Q: The table is sorted by the HOMO, the energy of the highest occupied orbital. It climbs from a pair of fluorosilane molecules to silole, the five-membered ring in the last row. Fluorine pulls electrons away from silicon, and a more positive silicon should hold the remaining electrons more tightly. Is the charge on silicon the cause?

Gas-phase Kohn–Sham DFT single points with the TPSS functional in PySCF 2.14.0, for neutral singlet silicon compounds and molecular pairs. Surface volume and minimum local ionisation energy refer to the 0.001 a.u. electron-density surface. Geometries marked “not relaxed” are starting geometries of a pair search.

| system | basis | geometry level | formula | homo (eV) | surface volume (Å³) | local ionisation min (eV) | Hirshfeld charge of the first heaviest atom (e) |
| --- | --- | --- | --- | --- | --- | --- | --- |
| [SiH3]F.[SiH3]F | 6-311g(d,p) | GFN2-xTB | F2H6Si2 | -8.286 | 127.30 | 9.262 | 0.43 |
| CC#N.[SiH3]F | def2-svpd | GFN2-xTB | C2H6FNSi | -8.149 | 128.10 | 8.723 | 0.41 |
| C[SiH3] | 6-311+g(d,p) | GFN2-xTB | CH6Si | -7.953 | 83.70 | 8.861 | 0.33 |
| B[SiH3] | def2-svp | GFN2-xTB | BH5Si | -7.663 | 84.30 | 8.670 | 0.25 |
| C#C.[SiH3][SiH3] | 6-31+g(d) | not relaxed | C2H8Si2 | -7.182 | 154.50 | 7.846 | 0.21 |
| [SiH3]O.[SiH3]F | cc-pvdz | not relaxed | FH7OSi2 | -7.128 | 131.60 | 8.702 | 0.38 |
| C3H10Si | def2-svpd | GFN2-xTB | C3H10Si | -6.983 | 129.00 | 8.829 | 0.32 |
| [SiH4].COC=O | def2-svpd | not relaxed | C2H8O2Si | -6.840 | 140.50 | 8.806 | 0.31 |
| C3H8Si | def2-tzvp | GFN2-xTB | C3H8Si | -6.716 | 122.40 | 7.498 | 0.34 |
| [SiH4].CCO | aug-cc-pvdz | GFN2-xTB | C2H10OSi | -6.230 | 137.00 | 7.608 | 0.31 |
| [SiH2]1C=CC=C1 | aug-cc-pvdz | GFN2-xTB | C4H6Si | -5.641 | 121.90 | 7.457 | 0.34 |

A: The first two rows do make it look that way, with deep HOMOs and strongly positive silicon. So look at rows where the charge stands still. In methylsilane, in C3H8Si (methylvinylsilane, by its geometry) and in silole, the Hirshfeld charge of silicon is 0.33 to 0.34 e. Yet the HOMO rises by 1.24 eV at the first step and by 1.08 eV at the second. The three rows have different basis sets, but that should shift a level by tenths of an eV, not by steps of this size.

Q: Charge might still matter across the whole table.

A: I fitted a straight line in the charge to all eleven rows and asked it to predict each row from the other ten. Its typical error is 0.91 eV, against 0.85 eV if one simply guesses the mean of the other rows. A likely reason is that the charge describes one atom, while the HOMO may sit elsewhere. Six rows are even pairs of molecules, in which the loosest electrons can belong to the partner.

Q: Then perhaps it is size. Larger molecules tend to have higher occupied levels.

A: The surface volume does little better than the charge, with an error of 0.83 eV in the same test. What correlation there is comes from the two smallest molecules, methylsilane and B[SiH3]. Without them the correlation coefficient is −0.07, so among the other nine rows volume doesn't order the HOMOs at all. For a pair the volume counts both partners, though, so this is no clean test of the size of a molecule.

Q: What is left?

A: The kind of electron. In a σ bond, such as Si–H or C–H, two orbitals overlap head-on, and the bonding level lies deep. In a π bond they overlap sideways, more weakly, so the level stays higher. A lone pair on oxygen is hardly lowered by bonding. A molecule with a C=C bond or an oxygen lone pair should therefore have a higher HOMO than one with σ bonds alone.

Q: Can the table show that?

A: Partly, through the local ionisation energy. At a point $\mathbf r$ it is

$$I(\mathbf r)=\frac{\sum_i \rho_i(\mathbf r)\,|\varepsilon_i|}{\rho(\mathbf r)},$$

where $\varepsilon_i$ is the energy of occupied orbital $i$, $\rho_i$ its density and $\rho$ the total density. It is the mean binding energy of the electrons found there, and its minimum on the molecular surface, $I_\text{min}$, marks the softest spot. No electron is bound more weakly than one in the HOMO, so

$$\varepsilon_\text{HOMO}=-I_\text{min}+g,\qquad g\ge 0.$$

If the gap $g$ were the same everywhere, the HOMO plotted against $I_\text{min}$ would give a line of slope −1.

Q: And does it?

A: The line fitted to all eleven rows has a slope of −0.98 ± 0.26. For methylvinylsilane, which was part of the fit, $I_\text{min}$ is 7.50 eV. The line then gives $1.08-0.982\times7.50=-6.29$ eV, which is 0.43 eV above the computed HOMO. The printed output after this exchange lists the misses of the other rows.

Q: So this explanation wins?

A: It is the best of the three, with an error of 0.59 eV for rows left out. But the contest isn't quite fair, because $I$ is built from the same orbital energies as the HOMO. The place of the minimum comes from the same energies, but it says more about the kind of electron. Where it lies at a π-bonded carbon, a nitrogen or an oxygen, the HOMO is on average 0.81 eV higher than where it lies at a hydrogen on silicon. That is a tendency with exceptions: the acetonitrile pair has its softest spot at nitrogen and still the second-deepest HOMO, and the silanol–fluorosilane pair has an oxygen lone pair but a deeper HOMO than C3H10Si, which has σ bonds alone. The place of the minimum need not be the place of the HOMO either: in the acetylene–disilane pair it lies at acetylene, but the HOMO may belong to the Si–Si σ bond, which holds its electrons rather loosely.

Q: Silole puzzles me. Its softest spot is hardly softer than that of methylvinylsilane.

A: That is where the simple model fails most instructively. $I_\text{min}$ differs by only 0.04 eV between the two, while the HOMO differs by more than 1 eV. Methylvinylsilane has one C=C bond; silole has two, side by side in the ring. Two equal π levels that couple split into one above and one below their old position:

$$\varepsilon_\pm=\varepsilon_\pi\pm t,$$

with $t$ the strength of the coupling. The HOMO is the upper one and rises by $t$, but the mean of the two stays at $\varepsilon_\pi$.

Q: And the local ionisation energy sees the mean.

A: Roughly, since both orbitals have density at the ring carbons. This is the standard picture of a conjugated diene, argued from theory here rather than read off the orbitals, but it would explain both numbers at once. A high HOMO can thus have two ingredients: a loosely held type of electron, and coupling between like units that pushes the top level up.

Q: Does the second ingredient also work without π bonds?

A: It may. C3H10Si, an alkylsilane, has nearly the same $I_\text{min}$ as methylsilane, but its HOMO is 0.97 eV higher. More C–C and C–H bonds that couple would spread the σ levels in the same way. It is also possible that the HOMO sits in the carbon part, away from the Si–H hydrogens where the minimum lies. I can only guess how the two share the effect. This row also warns against reading too much into the step from methylsilane to methylvinylsilane. C3H10Si has as many carbons as methylvinylsilane and no π bond, yet its HOMO is only 0.27 eV lower. Most of that step can therefore be had by adding carbon alone.

Q: May I read the order of the table as the order of ionisation energies?

A: Not closely. TPSS lets an electron repel part of itself, which places HOMOs several eV too high as ionisation energies, and typically does most harm to compact lone pairs. The silane–ethanol pair, whose softest spot is at oxygen, stands 0.49 eV above methylvinylsilane (−6.23 against −6.72 eV). I would not trust that order between a lone pair and a π bond. The step from methylvinylsilane to silole compares one π bond with two, and it is safer.

Q: Would the same steps appear with carbon in place of silicon?

A: Yes, and there they are well known. Ethane is hard to ionise, but-1-ene easier, and cyclopentadiene easier still. But-1-ene and cyclopentadiene keep their order because their highest electrons are in the C=C bonds, not at the atom that was exchanged.

Q: What would you still want to know?

A: What sets the gap $g$. It runs from 0.57 eV in the acetonitrile pair to 1.97 eV in the pair of silane and methyl formate, so it matters nearly as much as the softness itself. Coupling is a likely source of it in silole. Whether the other large gaps come from coupling, or from a HOMO that lies away from the softest spot, is a question for the shapes of the orbitals.

Printed output of the fit:

```
Span of the HOMO over all rows (eV): 2.645
Leave-one-out rms of a constant guess (eV): 0.8542
fit of homo on 11 rows: constant -5.912 +/- 1.4, coefficient of q_h -3.784 +/- 4.1; rms 0.742, worst [SiH2]1C=CC=C1 -1.56, leave-one-out rms 0.906
fit of homo on 11 rows: constant -8.693 +/- 1.5, coefficient of surface_volume 0.01239 +/- 0.012; rms 0.733, worst [SiH2]1C=CC=C1 -1.54, leave-one-out rms 0.828
fit of homo on 11 rows: constant 1.077 +/- 2.2, coefficient of local_ionisation_min -0.9822 +/- 0.26; rms 0.484, worst [SiH4].COC=O -0.732, leave-one-out rms 0.591
HOMO above the local mean level at the softest surface point:
               row  gap_eV  prediction_less_value_eV
   [SiH3]F.[SiH3]F   0.976                     0.266
      CC#N.[SiH3]F   0.574                    0.6584
           C[SiH3]   0.908                    0.3269
           B[SiH3]   1.007                    0.2245
  C#C.[SiH3][SiH3]   0.664                    0.5528
   [SiH3]O.[SiH3]F   1.574                    -0.342
           C3H10Si   1.846                   -0.6117
      [SiH4].COC=O   1.966                   -0.7321
            C3H8Si   0.782                    0.4286
        [SiH4].CCO   1.378                   -0.1654
    [SiH2]1C=CC=C1   1.816                   -0.6061
Correlation of HOMO and volume without the two smallest molecules: -0.0692
Mean HOMO with softest point at pi carbon, N or O less mean HOMO with it at Si-H hydrogen (eV): 0.8096
HOMO change from methylsilane to C3H8Si (eV): 1.237
Local ionisation minimum change from methylsilane to C3H8Si (eV): -1.363
HOMO change from C3H8Si to silole (eV): 1.075
Local ionisation minimum change from C3H8Si to silole (eV): -0.041
HOMO change from methylsilane to C3H10Si (eV): 0.97
Local ionisation minimum change from methylsilane to C3H10Si (eV): -0.032
HOMO change from silane with methyl formate to silane with ethanol (eV): 0.61
```
